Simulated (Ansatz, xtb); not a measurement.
# Relative energy of two isomers of C3H9NSeSi

Structure X: `[SeH][Si@@H]1CCCN1`, a singlet. Structure Y: `N[Si@@H]1CC[Se]C1`, a singlet. Both are isolated molecules in the gas phase, relaxed with B3LYP/def2-SVP; the shapes shown needn't be the lowest conformers.

X (Å):

```csv
atom,x (Å),y (Å),z (Å)
C,-1.2629,-0.2487,-0.8099
C,0.2152,-0.6932,-0.7292
C,0.5745,-0.9658,0.7439
N,-0.0775,0.0794,1.5327
Se,-3.5078,0.3941,1.9061
Si,-1.5029,0.7373,0.7951
H,-3.3682,-1.0763,1.9227
H,-1.5140,2.2247,0.6746
H,-1.9420,-1.1188,-0.7921
H,-1.4889,0.3144,-1.7283
H,0.4195,-1.5790,-1.3533
H,0.8597,0.1208,-1.1025
H,0.2396,-1.9847,1.0338
H,1.6700,-0.9431,0.8834
H,0.1618,0.1269,2.5164
```

Y (Å):

```xyz
15

C     0.4929   -1.3180   -0.3741
C     0.6776   -2.2531   -1.5725
C    -0.9711   -0.1818   -2.6693
N    -0.1910    1.5755   -0.2240
Se    0.6072   -1.2146   -3.2699
Si   -0.7796    0.0400   -0.7795
H     0.7289    1.9027   -0.5059
H    -0.8317    2.3558   -0.1153
H    -2.1078   -0.1476   -0.1203
H     0.2071   -1.8822    0.5312
H     1.4434   -0.8077   -0.1393
H    -0.1124   -3.0186   -1.6170
H     1.6476   -2.7730   -1.5721
H    -1.8936   -0.7148   -2.9512
H    -0.9590    0.7846   -3.1961
```

Quicker runs give these differences E(Y) − E(X): GFN2-xTB +29.7 kcal/mol; HF/STO-3G +10.7 kcal/mol (at GFN2-xTB geometries); r2SCAN-D4/def2-SVP +11.1 kcal/mol (at GFN2-xTB geometries).

Q: Estimate E(Y) − E(X) at the level CCSD(T)/def2-SVP + ΔMP2/def2-TZVPP.

A: Calculated at CCSD(T)/def2-SVP + ΔMP2/def2-TZVPP: E(Y) − E(X) = +6.7 kcal/mol, so structure X lies lower.

The same difference at several levels:

```
                             level        geometry  E(Y) − E(X) (kcal/mol)  departure from the last row (kcal/mol)  job, with rough time for the two
                          GFN2-xTB        GFN2-xTB                     +29.7                                   +23.0               optimisation, 2.2 s
                         HF/STO-3G        GFN2-xTB                     +10.7                                    +4.0               single point, 0.6 s
                r2SCAN-D4/def2-SVP        GFN2-xTB                     +11.1                                    +4.5               single point, 5.1 s
                    B3LYP/def2-SVP  B3LYP/def2-SVP                     +12.7                                    +6.0                optimisation, 75 s
                       HF/def2-SVP  B3LYP/def2-SVP                     +15.8                                    +9.1           part of the CCSD(T) run
                      MP2/def2-SVP  B3LYP/def2-SVP                     +13.8                                    +7.1           part of the CCSD(T) run
                  CCSD(T)/def2-SVP  B3LYP/def2-SVP                     +14.8                                    +8.1                      single point
CCSD(T)/def2-SVP + ΔMP2/def2-TZVPP  B3LYP/def2-SVP                      +6.7                                                     single point, 1.8 min
```

As drawn, Y has 1 C–Si, 2 C–Se, 1 N–H in place of 1 Se–Si, 1 C–C, 1 C–N, 1 Se–H.

None of the levels shown reverses the order. The largest departure from CCSD(T)/def2-SVP + ΔMP2/def2-TZVPP is that of GFN2-xTB, 23.0 kcal/mol. The last row adds to CCSD(T) the change of the MP2 difference between the two basis sets, here −8.1 kcal/mol, a large step that makes the value less sure.

With thermal terms from frequencies at re-optimised GFN2-xTB minima (ideal gas, soft modes damped towards free rotors, one conformer each, 298.15 K, 1 atm): on the last row, ΔE + ΔZPE = +6.9, ΔH = +6.9, ΔG = +7.5 kcal/mol.

The correlated steps freeze 18 core orbitals; the filled d shell of Se is correlated, in a basis made for valence electrons. Programs: Ansatz 0.2.0, xtb 6.7.1; the last row on 4 threads of Arm Neoverse V1 on a shared host.

The cyclic silazane bearing an SeH group, X, lies below the selenium-containing ring Y, and the preference survives the thermal terms. Both isomers have a five-membered ring and keep the Si–N bond, so neither gross ring strain nor the strong silicon–nitrogen link is likely to decide the order. The balance probably lies in the exchanged bonds: Y gains a strong N–H bond and a C–Si bond, but must place selenium between two carbons, where the diffuse Se 4p orbitals overlap poorly with carbon, while X keeps an extra C–C and a C–N bond. These gains and losses largely cancel, leaving a modest difference.

In the def2-SVP basis, HF, MP2 and CCSD(T) give +15.8, +13.8 and +14.8 kcal/mol, so the gap is not mainly a correlation effect; it responds far more to the basis, probably because the smaller set describes the polarisation around Se and Si unevenly in the two bonding patterns. The energy order says nothing about kinetic persistence, and the Si–Se bond in X would be expected to be sensitive to moisture.
